Why do the 3p and 4p levels of a 50-electron ion move apart in energy as the nuclear charge rises, while the two orbitals become more alike in size, and what disturbs both trends between Gd14+ and Tb15+? The non-relativistic Hartree-Fock results below hold the electron number fixed and raise Z from 60 to 74. ε is an orbital eigenvalue, ε(4p) − ε(3p) is called the gap, and <r> is a mean radius.

Ions with 50 electrons, Nd10+ to W24+, computed with B-spline radial code 1 as spherical atoms at the basis-set limit. The method is non-relativistic Hartree-Fock for the average of each configuration, with a point nucleus; ε is an orbital eigenvalue and <r> an orbital mean radius.

```csv
species,Z,charge (e),configuration,ε(3p) (hartree),ε(4p) (hartree),ε(4p) − ε(3p) (hartree),<r>(3p) (bohr),<r>(4p) (bohr),<r>(4p)/<r>(3p)
Nd10+,60,10,[Kr] 4d10 4f2 5s2,-54.5051,-14.9189,39.5862,0.27043,0.64943,2.4015
Pm11+,61,11,[Kr] 4d10 4f2 5s2,-57.9213,-16.4332,41.4880,0.26486,0.63131,2.3836
Sm12+,62,12,[Kr] 4d10 4f2 5s2,-61.4579,-18.0172,43.4407,0.25951,0.61414,2.3665
Eu13+,63,13,[Kr] 4d10 4f2 5s2,-65.1137,-19.6697,45.4440,0.25437,0.59786,2.3504
Gd14+,64,14,[Kr] 4d10 4f2 5s2,-68.8875,-21.3897,47.4979,0.24942,0.58241,2.3351
Tb15+,65,15,[Kr] 4d10 4f4,-71.7113,-22.3906,49.3207,0.24473,0.57365,2.3440
Dy16+,66,16,[Kr] 4d10 4f4,-75.6518,-24.2050,51.4468,0.24015,0.55956,2.3300
Ho17+,67,17,[Kr] 4d10 4f4,-79.7099,-26.0865,53.6235,0.23574,0.54612,2.3166
Er18+,68,18,[Kr] 4d10 4f4,-83.8850,-28.0344,55.8505,0.23148,0.53330,2.3038
Tm19+,69,19,[Kr] 4d10 4f4,-88.1763,-30.0484,58.1279,0.22737,0.52105,2.2916
Yb20+,70,20,[Kr] 4d10 4f4,-92.5835,-32.1281,60.4554,0.22340,0.50935,2.2800
Lu21+,71,21,[Kr] 4d10 4f4,-97.1060,-34.2730,62.8331,0.21957,0.49816,2.2689
Hf22+,72,22,[Kr] 4d10 4f4,-101.744,-36.4829,65.2607,0.21586,0.48745,2.2582
Ta23+,73,23,[Kr] 4d10 4f4,-106.496,-38.7575,67.7383,0.21227,0.47719,2.2481
W24+,74,24,[Kr] 4d10 4f4,-111.362,-41.0967,70.2658,0.20879,0.46735,2.2384
```

The gap grows at every step, from 39.6 to 70.3 hartree. The ratio <r>(4p)/<r>(3p) falls at every step but one: from Gd14+ to Tb15+ it rises from 2.3351 to 2.3440. At that step the configuration changes from 4f2 5s2 to 4f4, so the table is two series, and a trend in Z alone means something only within each.

### Why the radii converge

A hydrogenic orbital has <r> = [3n² − l(l+1)]/2Z, which is 12.5/Z for 3p and 23/Z for 4p, a ratio of 1.84. In a many-electron ion each orbital feels a reduced charge Z − σ, with a screening constant σ that is larger for the outer orbital, so

<r>(4p)/<r>(3p) = 1.84 (Z − σ3)/(Z − σ4).

At fixed electron number the σ change little while Z grows, the two charges approach each other in proportion, and the ratio sinks toward 1.84. The same added proton is a larger fraction of the 4p charge than of the 3p charge, which is why 4p shrinks by 28.0% over the table and 3p by 22.8%.

Tb15+ can be used to predict W24+, which enters nowhere in the constants. From the radii of Tb15+, 12.5/0.24473 = 51.077 and 23/0.57365 = 40.094, so σ3 = 13.923 and σ4 = 24.906. At Z = 74 the ratio becomes 1.84 × 60.077/49.094 = 2.252. The table has 2.2384. Constant screening thus gives a fall of 0.092 from 2.3440 where the calculation gives 0.106. The miss is systematic: read row by row, σ3 creeps up to 14.13 at W24+ and σ4 down to 24.79. A plausible reading of the rise in σ3 is that the n = 4 shells, contracting faster, reach further inside 3p, but that is a guess. W24+ still lies 21.7% above the hydrogenic ratio.

### Why the gap widens

An added proton lowers the energy of an electron by its mean 1/r, which in Eu13+ is about 5.4 per bohr for 3p and 2.3 for 4p, so the inner level sinks faster. The other electrons contract at the same time and screen more, which takes back part of the difference: the gap there grows by about 2.0 hartree per proton instead of 3.1.

Treating the electron repulsion as a perturbation on hydrogenic orbitals gives, at fixed configuration, ε = −Z²/2n² + aZ + b + c/Z + …, where a, b and c are constants of the configuration. The second difference along Z removes a and b and leaves 1/n² for −ε: 1/9 for 3p, 1/16 for 4p and 1/9 − 1/16 = 0.0486 hartree for the gap. In the table the gap steps grow by 0.0509 hartree per unit of Z at the start of the series and 0.0499 at the end, 4.7% and 2.7% above the hydrogenic value. The single levels exceed theirs by 8.4% (3p) and 11.5% (4p) at the start and by about 3% at the end. The Z² term is part of the Hamiltonian, so this agreement doesn't test it; what it shows is that the curvature of the terms beyond b is small and fades with Z. The terms themselves need not be small, since c/Z contributes only about 2c/Z³ to a second difference.

The gap nevertheless stands at only 0.45 to 0.53 of the bare hydrogenic value, because screening lifts 3p by more hartrees than 4p. A screening constant read from the energy, ε = −(Z − σ)²/2n², comes out near 29 for 3p, twice the value near 14 read from the radius. Electrostatics supplies the reason, and it is the key to the irregular row. Charge outside an orbital adds a nearly flat potential over the region of that orbital: the eigenvalue rises and the shape stays. In Lu21+ a hydrogenic 3p orbital of the computed radius would lie at −180 hartree, 83 below the computed level. The 22 electrons with n = 4 produce 58 hartree at the nucleus, from their mean 1/r in the same calculation, and somewhat less at the 3p radius. They account for much of the lift but not all; the other n = 3 electrons, which spend part of their time outside a given 3p electron, are the natural source of the rest.

As interpolation, one energy σ per configuration (the mean of the row values) holds ε(3p) to 0.5% and ε(4p) to 2.0% of the eigenvalue. A least-squares fit of a and b to the rows of each configuration holds both to 0.03 hartree, with a remainder well above the rounding of the table that reflects the excess curvature. The fitted a and b trade against each other and carry no separate meaning.

### The step from Gd14+ to Tb15+

Had Tb15+ kept 4f2 5s2, its gap would follow from the last value, the last step and the hydrogenic curvature: 47.498 + 2.054 + 0.049 = 49.60 hartree. The table has 49.32, short by 0.28. Quadratics in Z, fitted by least squares to the five 4f2 5s2 rows and carried to Z = 65, split this shortfall: the change of configuration lifts ε(3p) by 1.07 hartree and ε(4p) by 0.79. It swells <r>(4p) by 1.0% and <r>(3p) by only 0.02%, so the jump in the ratio belongs to 4p. Extrapolating the first five 4f4 rows back to Z = 64 gives the same picture, with lifts of 1.00 and 0.75 hartree.

The orbitals of Eu13+ show where the charge goes. Their mean radii are 1.20 bohr for 5s, 0.66 for 4f, 0.60 for 4p and 0.25 for 3p; by Lu21+ 4f and 4p share a radius of 0.498 bohr. Two electrons move from well outside 4p into its own region, and stay mostly outside 3p throughout. A spherical shell of charge at radius R gives a potential 1/R inside and 1/r outside. Pulling the shell inward therefore raises the potential most, and evenly, in the interior, and by a declining amount across the region where the charge lands. The 3p orbital sits in the flat part: a large lift and almost no force. The 4p orbital sits on the slope: a smaller lift and an outward push. Hence the gap falls short of its trend and the ratio rises. In the screening constants from the radii, σ4 jumps from 24.51 to 24.91, about 0.2 per electron moved, while σ3 steps by 0.039 against 0.025 and 0.026 on either side.

The size can be estimated with frozen orbitals of Eu13+. At the nucleus the potential rises by twice the difference of mean 1/r between 4f and 5s, 2 × (1.811 − 1.109) = 1.40 hartree, to be set against a 3p lift of about 0.93 at the same Z, found by carrying on the fall from 1.07 at Z = 65 to 1.00 at Z = 64. With 4f standing in for a probe at the 4p radius, the Slater integrals F0(4f,4f) and F0(4f,5s) give 2 × (37.35 − 24.25) eV = 0.96 hartree, against about 0.71 found in the same way. The order and scale are right, and both estimates overshoot, by about 50% and 35% of the shifts. Relaxation works in the needed direction: if the eighteen 4s, 4p and 4d electrons swell as 4p does, the interior potential drops by some tenths of a hartree. That is an order of magnitude, not a decomposition, and exchange with the added 4f electrons is left out of both estimates.

The freedom to rotate closed-shell orbitals of equal l into one another is not the cause, since the program's convention changes only where a shell closes and 2p, 3p and 4p are full in every row. A single pair of σ averaged over all rows misses the ratio by at most 0.011, little worse than the 0.008 of one averaged pair per configuration, because the drift within a configuration matters as much as the jump; but it falls smoothly and cannot produce a rise.

### Where the break sits, and what to do

The position of the break is an input: the configurations are those listed by NIST, not chosen as the lowest at this level. A quadratic through the total energies of Tb15+ to Tm19+, carried back, puts 4f4 about 1.2 hartree below the tabulated 4f2 5s2 at Gd14+ and about 0.5 below at Eu13+, with the two near level at Sm12+. These are extrapolations, not calculations. The ionisation energies agree for Gd14+: the 4f4 → 4f3 series extrapolates to 282.7 eV against the computed 250.4 eV, and since both end in the ion 4f3, the difference of 32.3 eV is the energy between the two starting configurations. This ionisation of Gd14+ changes more than the removed electron: one 5s electron leaves and the other moves into 4f. That concerns the ionisation energy and not the tabulated columns. The computed value also lies 37.6 eV below the theoretical 288 eV listed by NIST, whose uncertainty is 15 eV, as expected if the method places 4f2 5s2 too high. If only these two configurations competed, a non-relativistic series that always took the lower one would therefore probably break about two elements earlier; 4f3 5s, which was not computed, could come between them. A likely reason for the difference from the listed configurations is relativity, which binds 5s more strongly and 4f less; term splitting and correlation, also absent, can move the crossing too.

Relativity also limits the use of the gap itself. From the spin-orbit constants ζ of the same orbitals, the first-order 3p splitting 1.5 ζ is 4.2 hartree in Eu13+ and 7.3 in Lu21+, larger than any row-to-row step of the gap and far larger than the 0.28 hartree break. The runs warn that these ζ are bare central-field values without two-electron terms, which miss measured fine structure by tens of per cent; the splittings are therefore rough, but an error of that size leaves them far above the break. With (Zα)² between 0.21 and 0.27 for those two ions, the tabulated gaps are only a rough guide to real level spacings, although the screening argument carries over.

For interpolation, fit each configuration separately and never across Gd14+/Tb15+. To extend a configuration by one element, add the last step plus about 0.05 hartree to the gap. Second differences make a cheap check on this series: within a configuration those of −ε lie at most 11.5% above 1/n², while across Gd14+/Tb15+ they even change sign. Series of lower charge may depart further from 1/n² without any change of configuration. At the break the deeper level rises by more hartrees and the shallower by the larger fraction (1.5% for 3p and 3.5% for 4p).
